The cell of Zr₂N used here holds 58 electrons, and with two electrons to a level they fill 29 levels on average. An electron wave in a crystal also carries a label k, which fixes how its phase changes from one cell to the next, and the energy of the crystal is an average over all k. A calculation replaces this average by a mesh of k points. In a metal the number of filled levels differs from one k to another, so the mesh decides how well the filling itself is described.

A mesh with N points along an axis allows just those waves that repeat after N cells. The length that matters is therefore

repeat length = N × cell length

For the mesh 1x1x1 this is a single cell in every direction, 5.4 Å along a and 3.3 Å along c. For 4x4x8 it is more than 20 Å along both.

Zr2N (6-atom cell, space group P4_2/mnm), cell and atoms relaxed to zero pressure from a = b = 5.413 Å, c = 3.308 Å (16.15 Å³ per atom), the reference for the volume change. Ansatz 0.2.0, plane-wave PAW, scalar-relativistic PBEsol without spin polarisation, cutoff 420 eV, Gaussian smearing of 0.1 eV, Gamma-centred k meshes.

```
k mesh  volume per atom (Å³)  volume change (%)  length a (Å)  length c (Å)
 1x1x1                 14.80              -8.40         4.806         3.844
 1x1x2                 16.50               2.17         5.596         3.162
 2x2x4                 15.66              -3.03         5.355         3.277
 4x4x4                 15.72              -2.65         5.365         3.278
 4x4x6                 15.72              -2.67         5.370         3.271
 4x4x8                 15.72              -2.66         5.369         3.273
```

Lengths a and c are the edges of the relaxed cell, and the volume change is counted from the start cell that all rows share. The coarsest mesh shrinks the cell by 8.4 %, the next one swells it by 2.2 %, and the four denser ones shrink it by about 3 %. The shapes differ even more than the volumes. With 1x1x1 the cell becomes 16 % longer along c and 11 % shorter along a, whereas with 1x1x2 it becomes shorter along c and longer along a.

The row 1x1x1 shows what goes wrong. At its only k point every wave has the same phase in all cells, and in the relaxed cell 29 levels are filled and the rest are empty. The calculation then treats the metal much like a small molecule, with a fixed number of filled levels below a set of empty ones. Such a system can gain energy by a distortion that pushes its filled levels down, as long as the rest of the energy doesn't rise by more. In the real metal the same distortion is expected to raise filled levels at other k, so that much of the gain cancels in the average.

The energies and levels of the run fit this picture. Relaxing the cell gains 3.1 eV with 1x1x1, but only 0.04 eV with 4x4x8. In the shared start cell the single point gives an energy 4.1 eV above that of 4x4x8, so there is a large sampling error for the distortion to reduce. The relaxed cell ends with a gap of about 0.6 eV between filled and empty levels at the single k point, while every denser mesh gives a metal. Symmetry shows that this gap belongs to the sampling. At the k point where the waves change sign from each cell to the next along c only, the space group P4_2/mnm makes all levels come in pairs of equal energy. An odd number such as 29 ends in the middle of a pair, so without spin polarisation no cell of this symmetry can have a true gap above 29 levels. The mesh 1x1x1 misses the point that would show this. How the levels moved on the way is not recorded, so the molecule-like gain is argued from theory; computing the distorted cell again on a dense mesh would test it.

The row 1x1x2 adds one k point, at which the waves change sign from each cell to the next along c. A bond between neighbouring cells that is strengthened by waves in phase is weakened by waves of alternating sign, and the reverse also occurs. The second point therefore changes the pull along c, and c goes from much too long to about 3 % shorter than with 4x4x8. This is also the point with the paired levels. With whole pairs filled it can't hold 29 levels, so the two points must hold different numbers, as the run reports. Each still holds a whole number, however, and two points are a poor average of a band. Why the distortion takes this particular direction would need the character of the levels near the Fermi energy, which is not available here.

A simple estimate shows where the ordinary elastic picture begins to hold. If a mesh merely changes the pressure in the start cell a little, the volume should respond in proportion, as a spring does:

volume change = s × starting pressure

A negative pressure means that the cell tends to shrink. The factor s, which is larger for a softer crystal, is taken from the 4x4x8 row alone, where a starting pressure of −4.91 GPa leads to a change of −2.66 %. For 2x2x4, which had no part in setting s, the starting pressure is −5.40 GPa, and the estimate is

−2.66 % × (−5.40) / (−4.91) = −2.9 %

The full relaxation gives −3.0 %. The starting pressure thus explains about 0.3 of the 0.4 percentage points that separate this mesh from 4x4x8, and the mesh acts mainly as a small error in the pressure. Its repeat lengths are 11 and 13 Å, and at its 16 points some levels already lie so close to the Fermi energy that the smearing fills them only partly. The rows 4x4x4 and 4x4x6 also agree with the estimate, but this is an easy test because their starting pressures are almost the same as that of 4x4x8.

For the two coarsest meshes the estimate fails even in sign. With 1x1x1 the start cell pushes outward and should swell by about 3 %, yet it ends much smaller. With 1x1x2 it pulls inward and should shrink by about 1 %, yet it ends larger. The first push is a poor guide when the cell changes its shape so far that the levels, and with them the forces, are no longer those of the start. Part of the failure may also come from unequal stresses along a and c, which can change the volume of a tetragonal crystal even when their average over the three axes, the pressure, is zero.

The last three rows show what convergence looks like, and that it comes at a different pace for each quantity. Their volumes agree within 0.01 Å³ per atom. The lengths still trade against each other, with c varying by 0.007 Å and a by 0.005 Å in the opposite sense, so a steady volume hides a small change of shape. The energy varies by 48 meV per cell. An error in energy that is the same for all nearby shapes doesn't move the minimum, which is why the volume can settle before the energy does.

The contraction of 2.7 % that these rows share is a different matter from the scatter of the coarse meshes. It shows that the start cell was too large for PBEsol as run here, on PAW datasets made for PBE, and since the origin of that cell is not stated, it is no measure of the functional's error against experiment. The printed output after this text gives the pressures, estimates and changes of shape for each row.

For practical work, the mesh should be chosen by repeat length, with more points along the short axis, and then refined along each axis in turn while a and c are watched separately. The last three rows do this for c only, so the sampling along a beyond four points remains to be tested. A lower total energy is no sign of a better mesh, because a sampling error can have either sign: 1x1x2 gives the lowest value in the series, 0.44 eV per cell below 4x4x8, for a cell whose volume is 5 % larger.

Printed output of the fit:

```
Shape of the relaxed cell:
    row  k points in full mesh  repeat length along a (Å)  repeat length along c (Å)  change of a (%)  change of c (%)     c/a
  1x1x1                      1                      5.413                      3.308           -11.21             16.2  0.7998
  1x1x2                      2                      5.413                      6.616            3.381           -4.414   0.565
  2x2x4                     16                      10.83                      13.23           -1.071          -0.9371   0.612
  4x4x4                     64                      21.65                      13.23          -0.8868          -0.9069   0.611
  4x4x6                     96                      21.65                      19.85          -0.7944           -1.119  0.6091
  4x4x8                    128                      21.65                      26.46          -0.8129           -1.058  0.6096
Push and response:
    row  starting pressure (GPa)  estimated volume change (%)  computed volume change (%)  energy gained by relaxing (eV per cell)  smearing entropy term (meV per cell)
  1x1x1                    5.301                        2.869                        -8.4                                    3.145                                 0.046
  1x1x2                   -1.929                       -1.044                        2.17                                   0.7378                                 3e-05
  2x2x4                   -5.398                       -2.922                       -3.03                                   0.0583                                  38.8
  4x4x4                   -4.918                       -2.662                       -2.65                                   0.0415                                  24.6
  4x4x6                   -4.869                       -2.636                       -2.67                                    0.041                                  14.5
  4x4x8                   -4.914                        -2.66                       -2.66                                   0.0413                                  16.9
c/a of the start cell: 0.6111
volume of 1x1x1 against 4x4x8 (%): -5.852
volume of 1x1x2 against 4x4x8 (%): 4.962
volume of 2x2x4 against 4x4x8 (%): -0.3817
volume of 2x2x4 less 4x4x8 (Å³ per atom): -0.06
rough bulk modulus from the 4x4x8 row (GPa): 182.3
volume change that the leftover pressure of 2x2x4 would still cause (Å³ per atom): -0.003995
spread of a in the last three rows (Å): 0.005
spread of c in the last three rows (Å): 0.007
energy of 1x1x1 less 4x4x8 in the same start cell (eV per cell): 4.071
energy of relaxed 1x1x2 less relaxed 4x4x8 (eV per cell): -0.4394
spread of relaxed energies in the last three rows (meV per cell): 48.1
```
